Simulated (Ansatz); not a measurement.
# C2F5 (SMILES F[C](F)C(F)(F)F): methods side by side

C2F5 has 7 atoms, charge 0, and is taken as a doublet. As SMILES, `F[C](F)C(F)(F)F`. The shape is that of a PBE0-D4/def2-TZVP optimisation.

| atom | x (Å) | y (Å) | z (Å) |
| --- | --- | --- | --- |
| F | 1.5610 | -0.8460 | 0.5130 |
| C | 0.3220 | -0.4684 | 0.7231 |
| F | -0.4641 | -1.4812 | 1.0027 |
| C | -0.2283 | 0.4808 | -0.3205 |
| F | 0.5780 | 1.5271 | -0.4448 |
| F | -1.4348 | 0.8961 | 0.0432 |
| F | -0.3337 | -0.1083 | -1.5167 |

Each level gives the vertical energy of the quartet above the doublet (eV). The values are calculated.

```tsv
level	kind	program	value (eV)	less CCSD(T)/cc-pVDZ	CPU time (all runs)
UHF/cc-pVDZ	Hartree–Fock	Ansatz	13.08	+0.99	14 s
USVWN5/cc-pVDZ	LDA	Ansatz	10.27	-1.82	12 s
U-revPBE/cc-pVDZ	GGA	Ansatz	10.31	-1.78	23 s
UBLYP/cc-pVDZ	GGA	Ansatz	10.39	-1.70	24 s
U-r2SCAN/cc-pVDZ	meta-GGA	Ansatz	10.69	-1.40	46 s
UB3LYP/cc-pVDZ	global hybrid	Ansatz	11.07	-1.02	24 s
UHSE06/cc-pVDZ	range-separated hybrid	Ansatz	11.11	-0.98	27 s
UPBE-QIDH/cc-pVDZ	double hybrid	Ansatz	11.90	-0.19	40 s
RPA@PBE0/cc-pVDZ	RPA	Ansatz	11.83	-0.26	34 s
UCCSD(T)/cc-pVDZ	coupled cluster or CI	Ansatz	12.09	0.00	6.7 min
```

Differences are taken from UCCSD(T)/cc-pVDZ for orientation; it has basis-set and higher-order errors of its own. The values span 10.27 to 13.08 eV. CPU times are rough (shared hosts, several kinds of processor): they show what a rung costs within a factor of a few.

Every level puts the quartet more than 10 eV above the doublet, so the spin ordering at this geometry is not in doubt, although the size of the gap depends strongly on the method. The gap is large because the radical has only one singly occupied orbital, largely carbon-centred. Reaching the quartet means breaking up an electron pair in a strong σ bond or a fluorine lone pair and promoting one electron into a high-lying σ* or diffuse orbital, as there is no low-lying π* orbital to receive it.

UHF alone lies above coupled cluster, by 0.99 eV. Simple pair counting would predict the opposite, since the doublet has more opposite-spin pairs to correlate; this suggests strong correlation or relaxation in the quartet, or a different quartet solution. At such energies the promoted electron may be only weakly bound or unbound, and a compact basis without diffuse functions would then confine it artificially. Even close agreement with coupled cluster, as for PBE-QIDH, therefore doesn't establish the position of a physical quartet state.
